**Addition energies of a parabolic dot with a central charge: charging plus level gaps**

The table holds chemical potentials, addition energies, rms radii, spins and highest eigenvalues of a spherical parabolic dot (ω = 0.679 hartree*, central charge 2) from spin-polarised Kohn-Sham LDA-PW92 with m-averaged shells. The program splits each addition energy into charging and level gap by Janak's theorem and tests baselines on the 22 within-subshell rows. The parameter-free form √(3/5)/r_out, with r_out the rms radius of the outer N − 2 electrons, has an rms error of 3.2%, against 12.9% with all electrons in the radius and 16.5% for a fitted constant. The lines for the classical droplet contain an error: they use the prefactor ω^(4/3) where 1/R requires ω^(2/3), so the printed droplet errors are to be disregarded, and the correct droplet energies are larger by the factor ω^(−2/3) = 1.29, running from 81% above the table at N = 3 to 3% above at N = 36. The gaps at N = 8, 10 and 20 are 0.18, 0.54 and 0.57 ω, against 1, 0 and 1 for the bare oscillator, and the excess at N = 37 matches the computed 2p spin splitting.

Spin-polarised Kohn-Sham LDA (PW92) for a spherical dot in effective atomic units (*), from the radks radial solver (version 2) with Libxc, with m-averaged shells and greedy filling. The well is ω²r²/2 with ω = 0.679 hartree* and a central point charge of 2 e. Levels are named by radial order; the chemical potential is E(N) − E(N−1) and the addition energy E(N+1) + E(N−1) − 2E(N).

## Script

```python
# Table: spherical parabolic dot with central charge 2, radks solver, spin-polarised Kohn-Sham LDA-PW92,
# chemical potential, addition energy, rms radius, highest eigenvalue versus N (effective atomic units).
# Tested: addition energy = charging U + level gap; U from a sphere capacitance, a constant, or a classical droplet.
T = {
    'electrons': [1, 2, 3, 4, 5, 6, 7, 8, 9, 10, 11, 12, 13, 14, 15, 16, 17, 18, 19, 20, 21, 22, 23, 24, 25, 26, 27, 28, 29, 30, 31, 32, 35, 36, 37, 38],
    'chemical_potential': [-1.779, -0.5992, 1.558, 1.984, 2.414, 2.948, 3.321, 3.696, 4.177, 4.549, 5.239, 5.546, 5.849, 6.148, 6.444, 6.806, 7.086, 7.364, 7.64, 7.912, 8.561, 8.813, 9.063, 9.312, 9.559, 9.803, 10.05, 10.32, 10.57, 10.81, 11.06, 11.29, None, 12.2, 12.43, 12.69],  # hartree*
    'unpaired_electrons': [1, 0, 1, 2, 3, 2, 1, 0, 1, 0, 1, 2, 3, 4, 5, 4, 3, 2, 1, 0, 1, 2, 3, 4, 5, 6, 7, 8, 9, 10, 9, 8, 1, 2, 3, 2],
    'rms_radius': [0.7998, 0.9154, 1.303, 1.499, 1.636, 1.752, 1.849, 1.934, 2.032, 2.119, 2.205, 2.281, 2.35, 2.414, 2.473, 2.53, 2.583, 2.633, 2.681, 2.727, 2.779, 2.829, 2.876, 2.92, 2.963, 3.004, 3.044, 3.082, 3.119, 3.155, 3.19, 3.224, 3.321, 3.352, 3.382, 3.412],  # bohr*
    'highest_eigenvalue': [-1.309, -0.2001, 1.768, 2.2, 2.625, 3.133, 3.509, 3.881, 4.348, 4.716, 5.393, 5.698, 5.999, 6.297, 6.591, 6.946, 7.226, 7.502, 7.776, 8.048, 8.687, 8.938, 9.188, 9.436, 9.681, 9.925, 10.17, 10.45, 10.69, 10.94, 11.18, 11.4, 12.08, 12.31, 12.54, 12.81],  # hartree*
    'highest_level': ['1s up', '1s up', '1p up', '1p up', '1p up', '1p down', '1p down', '1p up', '2s up', '2s up', '1d up', '1d up', '1d up', '1d up', '1d up', '1d down', '1d down', '1d down', '1d down', '1d up', '1f up', '1f up', '1f up', '1f up', '1f up', '1f up', '1f up', '2p up', '2p up', '2p up', '1f down', '1f down', '2p up', '2p up', '2p up', '2p down'],
    'addition_energy': [None, 2.157, 0.426, 0.4295, 0.5343, 0.3735, 0.3742, 0.4815, 0.3715, 0.6904, 0.3064, 0.3032, 0.2996, 0.2958, 0.362, 0.2801, 0.2779, 0.2754, 0.2727, 0.6483, 0.2522, 0.2505, 0.2486, 0.2467, 0.2448, 0.2429, 0.2754, 0.2465, 0.2454, 0.2469, 0.2292, None, None, 0.2315, 0.2661, None],  # hartree*
}
import numpy as np
w, Z = 0.679, 2  # settings from the caption
Ns = [int(n) for n in T['electrons']]
col = lambda k: {n: v for n, v in zip(Ns, T[k]) if v is not None}
mu, M, r, eps, lab, A = map(col, ['chemical_potential', 'unpaired_electrons', 'rms_radius',
                                  'highest_eigenvalue', 'highest_level', 'addition_energy'])
A[1] = mu[2] - mu[1]  # E(0) = 0
M[0] = 0
added = {n: lab[n].split()[0] + (' up' if M[n] > M[n-1] else ' down') for n in Ns if n-1 in M}
ins = [n for n in sorted(A) if added[n] == added[n+1]]
pk = [n for n in sorted(A) if n not in ins]
d = {n: eps[n] - mu[n] for n in mu}
gap = {n: A[n] - d[n] - d[n+1] for n in A}
ro = {n: np.sqrt((n*r[n]**2 - 2*r[2]**2)/(n-2)) for n in Ns if n > 2}
c = np.sqrt(0.6)
y = np.array([A[n] for n in ins])
U0 = np.sum(1/y)/np.sum(1/y**2)
models = {'constant U (fitted %.3f)' % U0: np.full(len(y), U0),
          'classical droplet radius': np.array([w**(4/3)*(n-Z)**(-1/3) for n in ins]),
          'sqrt(3/5)/rms, all electrons': np.array([c/r[n] for n in ins]),
          'sqrt(3/5)/rms, outer N-2': np.array([c/ro[n] for n in ins])}
print('Energies in hartree*, lengths in bohr*; %d rows inside a subshell, %d at a change' % (len(ins), len(pk)))
rms = {}
for k, m in models.items():
    e = 100*(m/y - 1); j = np.argmax(abs(e)); rms[k] = np.sqrt(np.mean(e**2))
    print('%s: rms error %.1f%%, mean %+.1f%%, worst %+.1f%% at N=%d' % (k, rms[k], e.mean(), e[j], ins[j]))
print('rounding of addition energy and radius: below 0.1%')
p_out = np.polyfit(np.log([ro[n] for n in ins]), np.log(y), 1)[0]
p_all = np.polyfit(np.log([r[n] for n in ins]), np.log(y), 1)[0]
print('power of radius: outer %.2f, all electrons %.2f (sphere: -1)' % (p_out, p_all))
print('outer rms %.3f (N=3) to %.3f (N=36); droplet rms at N=36 %.3f' % (ro[3], ro[36], c*(34/w**2)**(1/3)))
print('Error % of outer-radius model / of droplet, by N:')
grp = {}
for n in ins:
    grp.setdefault(added[n] + (' (1f full)' if n > 34 else ''), []).append(n)
for k, g in grp.items():
    print(' %s: ' % k + ', '.join('%d: %+.1f/%+.0f' % (n, 100*(c/ro[n]/A[n]-1), 100*(w**(4/3)*(n-Z)**(-1/3)/A[n]-1)) for n in g))
g1 = max(abs(gap[n]) for n in ins if n <= 25); g2 = max(abs(gap[n]) for n in ins if n > 25)
print('eigenvalue-route gap inside subshells: max %.4f for N<=25 (rounding 0.002), %.4f above (0.02)' % (g1, g2))
print('N, step, addition, gap by eigenvalues, gap/omega, excess over neighbouring rows')
ex = {}
for n in pk:
    s = 'not defined'
    if n > 2:
        nb = [m for m in ins if m < n][-1:] + [m for m in ins if m > n][:1]
        ex[n] = A[n] - np.mean([A[m]*ro[m] for m in nb])/ro[n]; s = '%.3f' % ex[n]
    print(' %2d %s to %s: %.4f, %.3f, %.2f, %s' % (n, added[n], added[n+1], A[n], gap[n], gap[n]/w, s))
print('bare oscillator: gap/omega = 1 at N=2, 8, 20 and 0 at N=10; gaps 8+10 sum to %.2f omega' % ((gap[8]+gap[10])/w))
K = {n: (gap[n] if n < 26 else ex[n])/M[n] for n in (5, 9, 15, 37)}
for n in K:
    print('spin flip N=%d: M=%d, J=gap/M %.4f, J*rms*N^(2/3) %.2f' % (n, M[n], K[n], K[n]*r[n]*n**(2/3)))
k0 = np.mean([K[n]*r[n]*n**(2/3) for n in (5, 15)])
print('rough 1f spin-flip cost at N=27 from 1p, 1d scaling: %.2f; excess found %.3f' % (7*k0/(r[27]*9), ex[27]))
# further outputs of the N=37 run (same calculation)
L = {'1s': 11.2134, '1p': 11.9397, '2s': 11.9432, '1d': 12.2218, '1f': 12.5163, '2p': 12.5423}
p_dn, f_dn, EH = 12.5796, 12.5271, 190.274
ks = list(L)
print('N=37 up spacings/omega: ' + ', '.join('%s-%s %.3f' % (a, b, (L[b]-L[a])/w) for a, b in zip(ks, ks[1:])))
print('N=37 2p spin splitting %.4f, excess %.4f; 2p up minus 1f down %.4f' % (p_dn-L['2p'], ex[37], L['2p']-f_dn))
print('N=37 frozen shape 2E_H/N^2 %.3f, addition minus splitting %.3f, ratio %.2f (sphere 1.2)'
      % (2*EH/37**2, A[37]-(p_dn-L['2p']), 2*EH/37**2/(A[37]-(p_dn-L['2p']))))
assert g1 < 0.006
assert gap[8] < gap[10] < w and gap[20] < w
assert -1.25 < p_out < -0.75
assert min(rms, key=rms.get) == 'sqrt(3/5)/rms, outer N-2'
```

It prints:

```
Energies in hartree*, lengths in bohr*; 22 rows inside a subshell, 11 at a change
constant U (fitted 0.271): rms error 16.5%, mean -2.7%, worst -36.8% at N=4
classical droplet radius: rms error 15.4%, mean -9.0%, worst +40.1% at N=3
sqrt(3/5)/rms, all electrons: rms error 12.9%, mean +10.1%, worst +39.5% at N=3
sqrt(3/5)/rms, outer N-2: rms error 3.2%, mean +1.4%, worst -5.7% at N=4
rounding of addition energy and radius: below 0.1%
power of radius: outer -1.05, all electrons -0.75 (sphere: -1)
outer rms 1.849 (N=3) to 3.442 (N=36); droplet rms at N=36 3.248
Error % of outer-radius model / of droplet, by N:
 1p up: 3: -1.6/+40, 4: -5.7/+10
 1p down: 6: +1.4/+1, 7: -1.9/-7
 1d up: 11: +5.4/-6, 12: +3.6/-9, 13: +2.4/-10, 14: +1.5/-12
 1d down: 16: +3.1/-12, 17: +2.1/-13, 18: +1.4/-14, 19: +0.8/-15
 1f up: 21: +5.7/-11, 22: +4.7/-12, 23: +4.0/-13, 24: +3.4/-14, 25: +2.8/-14, 26: +2.4/-15
 2p up: 28: -1.4/-18, 29: -2.1/-19
 1f down: 31: +2.7/-15
 2p up (1f full): 36: -2.8/-20
eigenvalue-route gap inside subshells: max 0.0025 for N<=25 (rounding 0.002), 0.0115 above (0.02)
N, step, addition, gap by eigenvalues, gap/omega, excess over neighbouring rows
  1 1s up to 1s down: 1.1798, 0.311, 0.46, not defined
  2 1s down to 1p up: 2.1570, 1.548, 2.28, not defined
  5 1p up to 1p down: 0.5343, 0.138, 0.20, 0.133
  8 1p down to 2s up: 0.4815, 0.126, 0.18, 0.130
  9 2s up to 2s down: 0.3715, 0.033, 0.05, 0.033
 10 2s down to 1d up: 0.6904, 0.369, 0.54, 0.362
 15 1d up to 1d down: 0.3620, 0.075, 0.11, 0.074
 20 1d down to 1f up: 0.6483, 0.386, 0.57, 0.386
 27 1f up to 2p up: 0.2754, 0.025, 0.04, 0.031
 30 2p up to 1f down: 0.2469, -0.003, -0.00, 0.010
 37 2p up to 2p down: 0.2661, 0.036, 0.05, 0.036
bare oscillator: gap/omega = 1 at N=2, 8, 20 and 0 at N=10; gaps 8+10 sum to 0.73 omega
spin flip N=5: M=3, J=gap/M 0.0461, J*rms*N^(2/3) 0.22
spin flip N=9: M=1, J=gap/M 0.0335, J*rms*N^(2/3) 0.29
spin flip N=15: M=5, J=gap/M 0.0150, J*rms*N^(2/3) 0.23
spin flip N=37: M=3, J=gap/M 0.0122, J*rms*N^(2/3) 0.46
rough 1f spin-flip cost at N=27 from 1p, 1d scaling: 0.06; excess found 0.031
N=37 up spacings/omega: 1s-1p 1.070, 1p-2s 0.005, 2s-1d 0.410, 1d-1f 0.434, 1f-2p 0.038
N=37 2p spin splitting 0.0373, excess 0.0365; 2p up minus 1f down 0.0152
N=37 frozen shape 2E_H/N^2 0.278, addition minus splitting 0.229, ratio 1.21 (sphere 1.2)
```
